The Cs18+ row looks too small. One 4d electron outside a [Kr] core of 36 electrons and a nucleus of Z = 55 sees a net charge of 19 from far away. A hydrogenic 4d orbital has <r²> = 504/Zeff² bohr², which gives 504/19² = 1.40 bohr², against 0.5637 bohr² from Dirac-Fock. The row is sound, and the picture is at fault.

Mean powers of the radius over the open 4d shell of the ions Cs10+ to Cs18+, calculated with Radial Dirac-Fock and Kohn-Sham solver 2. The method is Dirac-Fock for the average of configuration, with a finite nucleus of rms radius 4.8041 fm.

| species | Z | charge (e) | electrons | configuration | <r²> (bohr²) | <r⁴> (bohr⁴) | <r⁶> (bohr⁶) |
| --- | --- | --- | --- | --- | --- | --- | --- |
| Cs10+ | 55 | 10 | 45 | [Kr] 4d9 | 0.7314 | 0.8352 | 1.373 |
| Cs11+ | 55 | 11 | 44 | [Kr] 4d8 | 0.7049 | 0.7679 | 1.191 |
| Cs12+ | 55 | 12 | 43 | [Kr] 4d7 | 0.6804 | 0.7092 | 1.042 |
| Cs13+ | 55 | 13 | 42 | [Kr] 4d6 | 0.6577 | 0.6574 | 0.9179 |
| Cs14+ | 55 | 14 | 41 | [Kr] 4d5 | 0.6365 | 0.6114 | 0.8137 |
| Cs15+ | 55 | 15 | 40 | [Kr] 4d4 | 0.6166 | 0.5703 | 0.7253 |
| Cs16+ | 55 | 16 | 39 | [Kr] 4d3 | 0.5980 | 0.5333 | 0.6496 |
| Cs17+ | 55 | 17 | 38 | [Kr] 4d2 | 0.5803 | 0.4998 | 0.5843 |
| Cs18+ | 55 | 18 | 37 | [Kr] 4d1 | 0.5637 | 0.4694 | 0.5276 |

The columns hold radial moments, which fix the start of the magnetic form-factor integrals at small angles. Here <r²>, <r⁴> and <r⁶> are averages of powers of the radius over the 4d shell, and charge is Z minus the number of electrons. Higher powers give more weight to the outer tail. From Cs10+ to Cs18+ the three moments fall by 22.9, 43.8 and 61.6 %, each step smaller than the one before. Every row is an average over all states of its configuration, so term-specific exchange is averaged out, and the smooth passage through 4d5 at Cs14+ says nothing about half-shell stability.

**Net ionic charge.** The tempting account sets Zeff = charge + 1, so that each electron removed uncovers a full unit. The table rejects it on size and on slope: <r²> comes out 5.7 times the Dirac-Fock value at Cs10+ and would fall by 66.5 % along the series. A fitted offset repairs the mean size, but leaves errors from +18.5 % to −13.3 % relative to the table. Inverting the hydrogenic formula gives Zeff = 29.90 at Cs18+, far above 19. This Zeff is a measure of size and not an enclosed charge, but by Gauss's law a value above 19 is what one expects if part of the core charge often lies outside the moving electron, as it must when the 4s and 4p shells share the region of the 4d shell.

**Partial screening, same shape.** Two electrons of one shell are each inside the other half of the time, and the attraction is weighted towards small r, where less of the partner is enclosed. Helium is the simple case: scaling one 1s exponent gives a screening of 5/16 per partner, and the same scaling for hydrogenic 4d gives 0.341. The analogy explains why the figure is far below one, and it ends there, because helium has no core and its electrons start from a pure Coulomb field. A straight line fitted to Zeff from <r²> of all nine rows, Zeff = 21.74 + 0.456·charge, reproduces <r²> within 0.31 % of the table. The residuals curve well beyond rounding, and the slope reads as a screening only with the hydrogenic 504, since prefactor and slope trade against each other.

A pure change of scale makes a sharper prediction that needs no prefactor: <r⁴> must go as <r²>² and <r⁶> as <r²>³. The table gives log-log exponents of 2.21 and 3.67, and <r⁴>/<r²>² falls in every step, from 1.561 to 1.477, towards the hydrogenic 1.429 without reaching it. The numbers thus show that the tail contracts faster than the bulk.

**Screening that depends on radius.** A partner screens only with the charge it has inside r, little near the nucleus and fully in the tail, so removing it should pull hardest on the tail. This was tested without fitting. The spherical potential of one more 4d electron was added as a small perturbation to a hydrogenic 4d orbital, and the change of each moment was converted to a screening σ through <r^p> ∝ (Z − σ)^−p. The result is 0.339, 0.348 and 0.365 for p = 2, 4 and 6, in the same order as the slopes of Zeff taken from the three columns (0.456, 0.496, 0.537), but only about 70 % of their size.

Anchored on Cs18+, adding eight electrons gives Zeff = 29.90 − 8 × 0.339 = 27.19 and <r²> = 504/27.19² = 0.682 bohr² for Cs10+, a row that did not enter the estimate. That is 7 % below the table's 0.7314. For the shape the model gives exponents of 2.05 and 3.22, so it recovers about a quarter of the excess over 2 and a third of the excess over 3. Radius-dependent screening among the 4d electrons has the right sign and cannot be the whole cause in this form.

Cs18+ points to what is left out. It has no 4d partner, yet its <r⁶>/<r²>³ lies 14.3 % above the hydrogenic value, so the field of nucleus and core is itself not Coulombic (relativity, which the table does not separate, may share in this). The charge felt runs from 55 at the nucleus to 19 outside the ion. Such a well weakens outwards faster than a Coulomb well fitted to the mean size, so the tail should be longer and should yield more to an added repulsion. That this accounts for the shortfall is plausible but untested. Core relaxation works the other way. Taking the summed r² of all electrons from the same calculation and subtracting the 4d part leaves 6.437 bohr² for the core of Cs10+ and 5.770 for Cs18+, and a tighter core screens better, which gives back part of the charge uncovered. On this reasoning a less charged 4d ion should be further from hydrogenic shape, and a more charged one closer to it.

**In practice.** With k = 4π sin θ/λ, the magnetic form-factor integral <j0>, the shell average of the spherical Bessel function j0(kr), starts as 1 − k²<r²>/6 + k⁴<r⁴>/120 − k⁶<r⁶>/5040. At sin θ/λ = 0.2 Å⁻¹ this gives 0.8046 for Cs10+ and 0.8455 for Cs18+, while rescaling Cs10+ uniformly gives 0.8461. At such angles a neighbouring ion rescaled to the correct <r²> is adequate, and this pair spans the whole series. Rescaling is poor for the high moments themselves, where <r⁶> of Cs18+ comes out 19 % above the table, and three moments do not fix the curve at large angles. For a single term or level, these averaged and uncorrelated moments are a starting value only. The row-by-row residuals are in the output below.

Printed output of the fit:

```
hydrogenic 4d: C2 504, C4 362880, C6 3.3e+08; r4/r2^2 1.429, r6/r2^3 2.577
ion    4d  Zeff(r2) Zeff(r4) Zeff(r6) r4/r2^2 r6/r2^3  r2 error of linear Zeff %
Cs10+  9   26.25    25.67    24.93    1.561   3.509   -0.31
Cs11+  8   26.74    26.22    25.53    1.545   3.400   -0.06
Cs12+  7   27.22    26.75    26.11    1.532   3.308   +0.10
Cs13+  6   27.68    27.26    26.67    1.520   3.226   +0.18
Cs14+  5   28.14    27.76    27.21    1.509   3.156   +0.19
Cs15+  4   28.59    28.24    27.73    1.500   3.094   +0.15
Cs16+  3   29.03    28.72    28.25    1.491   3.038   +0.05
Cs17+  2   29.47    29.19    28.75    1.484   2.990   -0.06
Cs18+  1   29.90    29.65    29.24    1.477   2.946   -0.23
rounding of r2: at most 0.009 %; of r6: at most 0.048 %
fall first to last row %: r2 22.9, r4 43.8, r6 61.6
r2 steps (bohr^2): [-0.0265 -0.0245 -0.0227 -0.0212 -0.0199 -0.0186 -0.0177 -0.0166]
r2 second differences, rounding up to 0.0002: [0.002  0.0018 0.0015 0.0013 0.0013 0.0009 0.0011]
model 1, Zeff = charge+1: r2 4.17 to 1.40 bohr^2, fall 66.5 %
  model/table r2: 5.7 (first), 2.5 (last)
  Zeff = charge+c: c 14.11, r2 errors +18.5 % (first) to -13.3 % (last)
  free prefactor: needs 4.8 x C2, Zeff 57.7 to 65.7, against Z = 55
model 2, Zeff = 21.74 + 0.456 charge: worst r2 error -0.31 % (Cs10+)
  local slope of Zeff(r2): 0.489 (first step), 0.431 (last step)
  uniform scaling predicts falls %: r4 40.6, r6 54.2
  last row overestimated by %: r4 5.7, r6 19.1
  log-log exponents vs r2: r4 2.21 (uniform 2), r6 3.67 (uniform 3)
  excess over hydrogenic shape %: r4 9.3 to 3.4, r6 36.1 to 14.3
model 3, first-order screening by one 4d electron (grid C2 504.0)
  r2: model screening 0.339, table slope dZeff/dcharge 0.456, ratio 0.74
  r4: model screening 0.348, table slope dZeff/dcharge 0.496, ratio 0.70
  r6: model screening 0.365, table slope dZeff/dcharge 0.537, ratio 0.68
  model exponents: r4 2.05 (table 2.21), r6 3.22 (table 3.67)
  single-exponent scaling estimate of screening: 0.341
[Kr] core sum of r^2 (bohr^2), Cs10,12,14,16,18+: [6.437 6.263 6.093 5.929 5.77 ]
core fall 10.4 %; share of total fall from 4d 90.0 %
<j0> series at 0.2 1/A (k 1.330 1/bohr): first row 0.8046, last row 0.8455
  last row by uniform scaling 0.8461; size of r6 term 0.0015, 0.0006
```
